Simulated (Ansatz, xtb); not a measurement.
Relative energy of two isomers of C5H6N2OSi

We compare I, `O=Cc1ncncc1[SiH3]`, a singlet, with II, `O=Cc1nccc([SiH3])n1`, a singlet. Both are isolated molecules in the gas phase, relaxed with PBE0-D3(BJ)/def2-SVP; the shapes shown needn't be the lowest conformers.

I (Å):

```tsv
atom	x (Å)	y (Å)	z (Å)
C	-2.0730	-0.3407	-1.1584
C	-1.3073	0.4098	-0.1241
C	-1.3317	1.5070	1.8498
C	0.6516	1.3494	0.7669
C	0.0690	0.6294	-0.2866
N	-2.0092	0.8374	0.9247
N	-0.0314	1.7845	1.8218
O	-1.5514	-0.7794	-2.1530
Si	1.0914	0.0334	-1.7671
H	-3.1588	-0.4628	-0.9397
H	-1.8972	1.8646	2.7182
H	1.7234	1.5832	0.7527
H	2.4760	0.5184	-1.4598
H	0.6492	0.6637	-3.0410
H	1.1280	-1.4518	-1.8593
```

II (Å):

| atom | x (Å) | y (Å) | z (Å) |
| --- | --- | --- | --- |
| C | -2.9427 | -0.3181 | -1.3075 |
| C | -1.8480 | 0.3926 | -0.5609 |
| C | -1.1861 | 1.9819 | 0.8971 |
| C | 0.1450 | 1.5968 | 0.7213 |
| C | 0.3974 | 0.5443 | -0.1625 |
| N | -2.1846 | 1.3860 | 0.2614 |
| N | -0.6186 | -0.0543 | -0.8029 |
| O | -4.1071 | -0.0525 | -1.2122 |
| Si | 2.1220 | -0.1444 | -0.5551 |
| H | -2.5503 | -1.1298 | -1.9683 |
| H | -1.4493 | 2.8013 | 1.5768 |
| H | 0.9529 | 2.1014 | 1.2557 |
| H | 3.1390 | 0.6220 | 0.2255 |
| H | 2.3841 | 0.0034 | -2.0149 |
| H | 2.1688 | -1.5849 | -0.1745 |

Quicker runs give these differences E(II) − E(I): GFN2-xTB +9.5 kcal/mol; HF/STO-3G +0.2 kcal/mol (at GFN2-xTB geometries); r2SCAN-D4/def2-SVP +6.6 kcal/mol (at GFN2-xTB geometries).

Problem. Estimate E(II) − E(I) at the level CCSD(T)/def2-SVP + ΔMP2/def2-TZVPP.

Solution. Calculated at CCSD(T)/def2-SVP + ΔMP2/def2-TZVPP: E(II) − E(I) = +7.2 kcal/mol, so structure I lies lower.

The same difference at several levels:

```tsv
level	geometry	E(II) − E(I) (kcal/mol)	departure from the last row (kcal/mol)	job, with rough time for the two
GFN2-xTB	GFN2-xTB	+9.5	+2.3	optimisation, 0.26 s
HF/STO-3G	GFN2-xTB	+0.2	−7.0	single point, 1.4 s
r2SCAN-D4/def2-SVP	GFN2-xTB	+6.6	−0.6	single point, 6.6 s
PBE0-D3(BJ)/def2-SVP	PBE0-D3(BJ)/def2-SVP	+7.9	+0.6	optimisation, 87 s
HF/def2-SVP	PBE0-D3(BJ)/def2-SVP	+6.0	−1.2	part of the CCSD(T) run
MP2/def2-SVP	PBE0-D3(BJ)/def2-SVP	+7.4	+0.2	part of the CCSD(T) run
CCSD(T)/def2-SVP	PBE0-D3(BJ)/def2-SVP	+7.2	0.0	single point
CCSD(T)/def2-SVP + ΔMP2/def2-TZVPP	PBE0-D3(BJ)/def2-SVP	+7.2		single point, 3.9 min
```

As drawn, both hold the same kinds of bond in the same numbers.

HF/STO-3G finds them nearly level. The largest departure from CCSD(T)/def2-SVP + ΔMP2/def2-TZVPP is that of HF/STO-3G, 7.0 kcal/mol. A small imaginary or near-zero mode remains, so no thermal terms are given. The last row adds to CCSD(T) the change of the MP2 difference between the two basis sets, here 0.0 kcal/mol.

The correlated steps freeze 13 core orbitals. Run with Ansatz 0.2.0, xtb 6.7.1; the last row on 2 threads of Intel(R) Xeon(R) Processor @ 2.70GHz on a shared host.

Isomer I is favoured at every level, though at HF/STO-3G the two are almost level. The geometries suggest why. In I the formyl oxygen points at the neighbouring silyl group, with Si···O well inside the van der Waals contact distance and one Si–H bond almost opposite the oxygen. This is the arrangement for donation from an oxygen lone pair into σ*(Si–H), reinforced by electrostatic attraction to the positive silicon. In II the silyl group is out of reach, and the formyl group sits between two ring nitrogens, so its planar form must place the oxygen beside a nitrogen lone pair.

Hartree–Fock already recovers most of the preference in def2-SVP, so correlation is not its main source. The failure of HF/STO-3G therefore lies chiefly in the minimal basis, which describes polarisation and the acceptor orbitals at silicon poorly. The energy difference is not a measure of the Si···O attraction alone, since it also contains the lone-pair repulsion in II and the differing electronic preferences of the ring positions.
